Calculated values. Hyperfine constants of W45+ (Z = 74), one electron outside a closed [Ar] 3d10 core, from B-spline many-body code 1: no-pair Dirac-Coulomb, frozen-core DHF, static RPA core polarisation, and Brueckner orbitals from a correlation potential. The nucleus is uniformly magnetised with rms radius 5.3658 fm; g = μ/(I μ_N), and Q is the nuclear quadrupole moment.

| hyperfine | A/g, DHF (MHz) | A/g, RPA (MHz) | A/g, Brueckner RPA (MHz) | B/Q, DHF (MHz/barn) | B/Q, RPA (MHz/barn) | B/Q, Brueckner RPA (MHz/barn) |
| --- | --- | --- | --- | --- | --- | --- |
| 4s1/2 | 1646000 | 1701000 | 1707000 | n/a | n/a | n/a |
| 5s1/2 | 763100 | 785600 | 787300 | n/a | n/a | n/a |
| 4p1/2 | 531300 | 550200 | 552300 | n/a | n/a | n/a |
| 5p1/2 | 249100 | 256900 | 257500 | n/a | n/a | n/a |
| 4p3/2 | 60100 | 61550 | 61790 | 122000 | 126000 | 127000 |
| 5p3/2 | 28610 | 28970 | 29040 | 58300 | 59900 | 60100 |
| 4d3/2 | 30810 | 31600 | 31710 | 21300 | 21500 | 21600 |
| 5d3/2 | 14930 | 15180 | 15200 | 10400 | 10400 | 10400 |
| 4d5/2 | 12290 | 11130 | 11160 | 25800 | 26200 | 26300 |
| 5d5/2 | 5963 | 5415 | 5424 | 12600 | 12700 | 12700 |
| 4f5/2 | 6574 | 6418 | 6430 | 6880 | 7790 | 7800 |
| 5f5/2 | 3329 | 3292 | 3297 | 3500 | 4060 | 4070 |
| 4f7/2 | 3581 | 2540 | 2546 | 7770 | 9040 | 9050 |
| 5f7/2 | 1810 | 1620 | 1623 | 3940 | 4650 | 4660 |
| 5g7/2 | 1107 | 1125 | 1128 | 1440 | 2740 | 2740 |
| 5g9/2 | 700.4 | 591.8 | 593.4 | 1560 | 2980 | 2980 |

The rows are levels $nl_j$ of the one electron outside the closed core, 4s1/2 being the ground state. A/g is the magnetic-dipole constant per unit nuclear $g$ factor, and B/Q the electric-quadrupole constant per barn of nuclear quadrupole moment; B vanishes by symmetry for $j=1/2$. The step from DHF to RPA lets the core respond to the nuclear moment, and the Brueckner step lets the valence orbital relax in a correlation potential. The RPA step is very uneven: in 5g it nearly doubles B/Q, while A/g moves by $+1.6\%$ for $j=7/2$ and $-15.5\%$ for $j=9/2$ (RPA shifts are relative to DHF throughout). Three explanations can be held against the rows.

The first is rescaling. Without relativity, for $l>0$,

$$A/g\propto\frac{l(l+1)}{j(j+1)}\langle r^{-3}\rangle,\qquad B/Q\propto\frac{2j-1}{2j+2}\langle r^{-3}\rangle ,$$

so if the core merely changed the effective $\langle r^{-3}\rangle$, both $j$ and both constants would shift by one percentage. The second, and the tempting one, is smallness: the core adds something, and it shows most where the DHF value $X$ is small, roughly $|\text{shift}|=cX^{-k}$. The third is the symmetry of the perturbation. The magnetic dipole is odd under time reversal and the charge density is even, so the dipole induces no first-order charge density in a closed shell; the direct Coulomb term vanishes and only exchange, which depends on spin and needs overlap with the core, can change A. The quadrupole is even under time reversal, distorts the core charge, and gives a direct field that an electron feels without overlap. That contrast is an argument from theory; the table tests its consequences. The printed output after this text gives every shift and fit row by row.

**s and p.** All six rows gain between 1.3% and 3.6% in A, and at first sight this suits rescaling: 4s1/2, 5s1/2, 4p1/2 and 5p1/2 lie near 3%, and so does B of the p3/2 levels. The doublets spoil it mildly, with 5p1/2 at $+3.1\%$ and 5p3/2 at $+1.3\%$. This stretch cannot convict rescaling, because the formulas above are poor here: the DHF ratio 4p1/2 to 4p3/2 is 8.84 against the nonrelativistic 5, the known relativistic enhancement of p1/2 near a heavy nucleus, so the two $j$ do not share one radial integral. Smallness already has the wrong sign. 5s1/2 has less than half the A of 4s1/2 and the smaller shift, and in all seven $4l_j$, $5l_j$ pairs the level with the smaller A has the percentage shift of smaller size (only narrowly for d5/2).

The Brueckner column shows what something close to a rescaling looks like. An attractive correlation potential pulls the orbital in, and A rises in every row, by 0.1 to 0.4% of the RPA value, about equally for both members of a doublet. In B the same step is at or near the last printed digit. Structure radiation, normalisation, Breit and QED terms and the uniform nuclear magnetisation assumed here can matter at this level, above all for s and p1/2, so the Brueckner column is not a final value to four digits.

**d.** Here rescaling fails outright. The DHF ratio, about 2.5 against 2.33, says the nonrelativistic picture is usable, yet 4d3/2 rises by 2.6% while 4d5/2 falls by 9.4%, and B moves by 1.6% or less. Opposite signs are what a spin-dependent term gives. Exchange with the valence spin polarises the core s shells and leaves a net spin density at the nucleus, a contact interaction $a_c\,\mathbf I\cdot\mathbf s$. Projected on $\mathbf j$ it contributes

$$a_c\,\frac{j(j+1)+\tfrac34-l(l+1)}{2j(j+1)}=\pm\frac{a_c}{2l+1}\qquad (j=l\pm\tfrac12),$$

equal and opposite within a doublet. A pure contact term needs a ratio of shifts of $-1$; the table gives $-0.68$ for 4d and $-0.46$ for 5d, so it is at best the main part. Adding a common scale $\epsilon$, with $\Delta A=\epsilon A\pm c$, the sum of the two shifts removes $c$. For 4d, $\epsilon=(790-1160)/(30810+12290)=-0.9\%$ and $c=-1160+106=-1054$ MHz. Two unknowns from two numbers prove nothing, but $c$ should then fall from 4d to 5d as the inner amplitude squared of the orbital does, and its ratio is 0.44 against 0.49 for the DHF constant. That is consistent with a contact origin without establishing it, since a spin-dipolar change would also depend on $j$ and two levels cannot separate three terms.

**f.** Both members now fall, by 2.4% and 1.1% for $j=5/2$ and by far more for $j=7/2$, while B rises by 13 to 18%. A and B of one orbital move in opposite directions, which no rescaling allows. The pure contact form fails too, as the two A shifts share a sign, but one feature survives: in all seven doublets of the table the $j=l+1/2$ level has the lower signed percentage shift. Smallness splits along the same line. The rank correlation of $|\text{shift}|$ with A is $-0.77$ on the $j=l+1/2$ branch, where the idea has some truth, and $+0.93$ on the other. A power law fitted to all sixteen rows leaves an rms error of 6.5 percentage points, hardly better than the 7.1 of a constant. On the third reading the two branches follow from addition: for f and g the scale part and the contact part are both negative on the upper branch and largely cancel on the lower. This restates the split and is no further test of it.

For B, smallness is a serious contender, because small B and an orbit outside the core go together. The f rows separate them. B halves from 4f to 5f, yet the shift goes only from 16.3% to 18.0% for $j=7/2$. The power law fitted to all twelve B rows ($k=1.59$) must triple the shift when B halves, and it gives 6.5% for 4f7/2.

The third explanation offers one picture for the direct part of the B shift. The distorted core carries an induced quadrupole moment $\gamma Q$, whose potential goes as $r^{-3}$ outside the core, like that of the nucleus, and fades inside. Replacing the fading by a step at radius $r_c$ gives

$$\frac{\Delta B}{B}=\gamma f,\qquad f=\frac{\int_{r_c}^\infty P^2r^{-3}\,dr}{\int_0^\infty P^2r^{-3}\,dr},$$

with $P$ the radial function, taken hydrogenic with the charge $Z'$ that reproduces the DHF B of the row. The share $f$ depends on where the $r^{-3}$-weighted density lies relative to $r_c$, so it follows the shape of the orbital and not the size of B. Symmetry does not fix the sign of $\gamma$; an enhancement is Sternheimer antishielding, standard for closed p and d shells.

**g.** The DHF values give $Z'=46.9$ and 46.8, close to the $74-28=46$ of complete screening, against about 51 for f: 5g barely penetrates. Fitted to all twelve B rows, the model has $r_c=0.36$ bohr and $\gamma=1.42$. For a nodeless orbital $P^2r^{-3}\propto r^{2l-1}e^{-2Z'r/n}$, so with $x=2Z'r_c/n$

$$f=e^{-x}\sum_{k=0}^{2l-1}\frac{x^k}{k!}.$$

For 5g7/2, $x=2(46.9)(0.36)/5=6.75$, and the eight terms of the sum give $f=0.64$, so $\Delta B/B=1.42\times0.636=0.90$; the table has $2740/1440-1=0.90$. The same steps for 4f5/2 give $x=9.29$, $f=0.10$ and 14%, against 13.2%. Both rows are in the fit, and two parameters can nearly always match one g and one f value, so this agreement is largely built in. What is not built in is the near equality of the two 5g levels (90.3% and 91.0%, equal within the three digits of B). The near equality of 4f and 5f is weaker support than it looks. The hydrogenic 5f function has its node at $r=20/Z'=0.39$ bohr, just outside $r_c$, so its share of about 0.12 comes almost wholly from the outer lobe, while that of 4f is the tail of a single lobe. The two are close near the fitted radius, and a smaller $r_c$ would put 4f above 5f. Exchange acts on B as well as on A, and the fitted radius may be absorbing it. The parameters trade against each other, $\gamma$ from 1.2 to 1.7 as $r_c$ moves between 0.33 and 0.40 bohr, so the fitted values should not be read as the Sternheimer factor or the radius of the core.

Over all B rows the rms error is 2.4 points for this model, 4.9 for the power law with as many parameters, and 31.7 for one common factor. The win over smallness is real but rests on f and g. The step model gives 4 to 5% for d, where the table has 1.6% or less, and under 1% for p, where it has about 3%, so it puts p and d in the wrong order, and the power law does better on every d row. It also misses most of the 3-point gap between 4f5/2 and 4f7/2. Penetrating orbitals sample the region where a step is a poor profile, and the model has neither exchange nor relativity; exchange is the natural suspect for p and d, where the direct field is weak, but the table does not isolate it.

In A the 5g rows close the case against smallness: 5g7/2 has the second-smallest A in the table and one of the smallest shifts. The $-15.5\%$ of 5g9/2 is only $-109$ MHz, small next to $-548$ MHz for 5d5/2, yet the larger as a fraction: weak penetration does not make exchange negligible beside a small DHF value. For a neighbouring level the pattern implies that the B shift is set mainly by $l$, changes much less with $n$ or $j$ in these rows (for f the picture does not guarantee it), and grows steeply from d to f to g as the orbit leaves the core, whereas the A shift has to be judged for each $j$ separately. B/Q remains an electronic factor here, since the one stable tungsten isotope with nuclear spin has $I=1/2$.

Scaling with the DHF constant fails for A of 4f7/2, which drops by 1041 MHz, or 29%, against 190 MHz for 5f7/2. The shifts scale as 0.18 from 4f to 5f where the DHF values scale as 0.51, and the 5f/4f ratio of A jumps to 0.64 at RPA and is left there by the Brueckner step. The $j=5/2$ shifts also fall too fast, $37/156=0.24$, while B of the same orbitals is regular. This does not count against exchange, whose radial integrals need not scale as $\langle r^{-3}\rangle$ does: 4f is nodeless, while the two lobes of 5f enter with opposite signs. The split gives 4f a scale part of $-11.8\%$ and a $j$-odd part of $-619$ MHz, against $-4.4\%$ and $-110$ MHz for 5f, so contact polarisation of a core s shell is at least as likely a carrier as the 3d shell; the table cannot assign it. Which core shell carries the 4f7/2 shift, and why so little of it survives in 5f, is the question a shell-by-shell breakdown of the RPA term would have to answer.

Output of the analysis:

```
A/g: row, RPA shift MHz, shift %, rounding %, power-law |shift| %, Brueckner %
4s1/2  +55000.0   +3.3 0.06   1.8 +0.35
5s1/2  +22500.0   +2.9 0.01   2.2 +0.22
4p1/2  +18900.0   +3.6 0.02   2.4 +0.38
5p1/2   +7800.0   +3.1 0.04   2.9 +0.23
4p3/2   +1450.0   +2.4 0.02   4.1 +0.39
5p3/2    +360.0   +1.3 0.03   4.9 +0.24
4d3/2    +790.0   +2.6 0.03   4.8 +0.35
5d3/2    +250.0   +1.7 0.07   5.8 +0.13
4d5/2   -1160.0   -9.4 0.08   6.1 +0.27
5d5/2    -548.0   -9.2 0.02   7.3 +0.17
4f5/2    -156.0   -2.4 0.02   7.1 +0.19
5f5/2     -37.0   -1.1 0.03   8.4 +0.15
4f7/2   -1041.0  -29.1 0.03   8.3 +0.24
5f7/2    -190.0  -10.5 0.06   9.8 +0.19
5g7/2     +18.0   +1.6 0.09  11.1 +0.27
5g9/2    -108.6  -15.5 0.01  12.4 +0.27
|A shift| ~ A^-k: k=0.25, rms 6.5 points (constant: 7.1), worst 4f7/2
rank correlation |shift| vs A: all -0.12, j=l+1/2 -0.77, j=l-1/2 +0.93
doublet: DHF ratio, nonrel ratio, shift ratio (pure contact -1), scale %, contact MHz in j=l+1/2
4p 8.84 5.00 +13.03 +3.4 -618
5p 8.71 5.00 +21.67 +2.9 -481
4d 2.51 2.33 -0.68 -0.9 -1054
5d 2.50 2.33 -0.46 -1.4 -463
4f 1.84 1.80 +0.15 -11.8 -619
5f 1.84 1.80 +0.19 -4.4 -110
5g 1.58 1.57 -0.17 -5.0 -73
5d/4d (n^-3 0.51): upper j DHF 0.49, RPA 0.49, shift 0.47; contact 0.44
5f/4f (n^-3 0.51): upper j DHF 0.51, RPA 0.64, shift 0.18; contact 0.18
B/Q: row, charge from DHF, RPA shift %, rounding %, outside-share %, power-law %, Brueckner %
4p3/2 62.9  +3.3 0.8   0.8   0.1 +0.8
5p3/2 61.5  +2.7 0.2   0.8   0.3 +0.3
4d3/2 60.1  +0.9 0.5   3.9   1.3 +0.5
5d3/2 59.2  +0.0 1.0   4.3   4.1 +0.0
4d5/2 56.9  +1.6 0.4   5.0   1.0 +0.4
5d5/2 56.0  +0.8 0.8   4.6   3.0 +0.0
4f5/2 51.6 +13.2 0.1  14.0   7.9 +0.1
5f5/2 51.5 +16.0 0.3  16.9  23.2 +0.2
4f7/2 51.1 +16.3 0.1  14.8   6.5 +0.1
5f7/2 50.9 +18.0 0.3  17.0  19.2 +0.2
5g7/2 46.9 +90.3 0.7  90.2  95.4 +0.0
5g9/2 46.8 +91.0 0.6  90.6  84.0 +0.0
outside share: rc=0.36 bohr, gamma=1.42; within 1.5x rms: rc 0.33-0.40, gamma 1.2-1.7
B rms points: share 2.4 (worst 5d3/2), power k=1.59 4.9 (worst 4f7/2), one factor 31.7
```
